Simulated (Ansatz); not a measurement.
# A series in volume scale on ZrTiS₄

Free energy against uniform scaling of the volume at fixed shape and fractions; periodic cell, basis, potentials, k mesh and filling as listed. The results are calculated, by Ansatz 0.2.0.

The cell before it is scaled or strained (space group P-3m1, No. 164):
```
CELL_PARAMETERS angstrom
3.57050 0.00000 0.00000
-1.78530 3.09220 0.00000
0.00000 0.00000 12.29580
ATOMIC_POSITIONS crystal
Zr 0.00000 0.00000 0.50000
Ti 0.00000 0.00000 0.00000
S 0.66667 0.33333 0.88976
S 0.66667 0.33333 0.37664
S 0.33333 0.66667 0.62336
S 0.33333 0.66667 0.11024
```

Settings of every row: functional PBEsol; dispersion none; potentials PAW; wave cutoff 500 eV; density cutoff 2000 eV; k mesh 6x6x2; k shift 0x0x0; occupations fixed; smearing width 0 eV; spin none; SCF threshold exponent -10.

Limits: a layered crystal: even scaling strains the bonds within the layers, so this curve is stiffer than the crystal under pressure; coarse k mesh, up to 40 meV an atom off; the cell comes from a prototype or a list of computed structures and needn't be the stable phase.

```
row  volume scale  V (Å³/atom)  energy above lowest point (meV/atom)  pressure (GPa)
  1          0.92       20.816                                  10.7            4.37
  2        0.9467        21.42                                     0            1.35
  3        0.9733       22.022                                     0           -1.27
  4             1       22.626                                   9.2           -3.55
  5        1.0267        23.23                                  26.4           -5.53
  6        1.0533       23.832                                     ?               ?
  7          1.08       24.436                                  80.7           -8.73
```

Question: what energy above lowest point and pressure should row 6 give?

Worked fit of energy above lowest point. Take u = (V_r/V)^(2/3) − 1 with V_r = 22.324 Å³ an atom, which is twice the finite (Eulerian) strain; such expansions in the strain, on which the Birch-Murnaghan equation of state is built, carry the rest volume and the bulk modulus. The shown rows have u = 0.04773, 0.02794, 0.00912, -0.00892, -0.02617, -0.05848. Least squares give energy above lowest point = 3.51 − 513 × u + 13854 × u² + 990 × u³ meV/atom; a parabola predicts inner rows, each left out in turn, worse (root mean square 0.048 against 0.027 meV/atom). All shown rows lie on it to the printed digit. Its lowest point lies at u = 0.0185, or V = 21.72 Å³ an atom, and the curvature there gives the bulk modulus at fixed shape and fractions, B = (4/9)(1 + u)² E″(u)/V = 94.6 GPa. Letting shape and atoms relax would as a rule lower it, by much in layered, chain or molecular crystals. The withheld row has u = -0.04264, so the fit gives 3.51 − 513 × (-0.04264) + 13854 × (-0.04264)² + 990 × (-0.04264)³ = 50.5 meV/atom.

The calculation gave 50.5 meV/atom. The fit meets it to the printed digit.

Worked fit of pressure. Take u = (V_r/V)^(2/3) − 1 with V_r = 22.324 Å³ an atom, which is twice the finite (Eulerian) strain; such expansions in the strain, on which the Birch-Murnaghan equation of state is built, carry the rest volume and the bulk modulus. The shown rows have u = 0.04773, 0.02794, 0.00912, -0.00892, -0.02617, -0.05848. Least squares give pressure = −2.449 + 126.39 × u + 336.2 × u² + 194 × u³ GPa; a parabola predicts inner rows, each left out in turn, worse (root mean square 0.0094 against 0.002 GPa). All shown rows lie on it to the printed digit. The pressure vanishes at u = 0.0185, or V = 21.72 Å³ an atom, and there the bulk modulus at fixed shape and fractions is B = −V dP/dV = (2/3)(1 + u) dP/du = 94.4 GPa. Letting shape and atoms relax would as a rule lower it, by much in layered, chain or molecular crystals. The withheld row has u = -0.04264, so the fit gives −2.449 + 126.39 × (-0.04264) + 336.2 × (-0.04264)² + 194 × (-0.04264)³ = -7.24 GPa.

The calculation gave -7.25 GPa. The fit lies 0.01 GPa (0.076 % of the column's range) above it, one unit of the last digit.
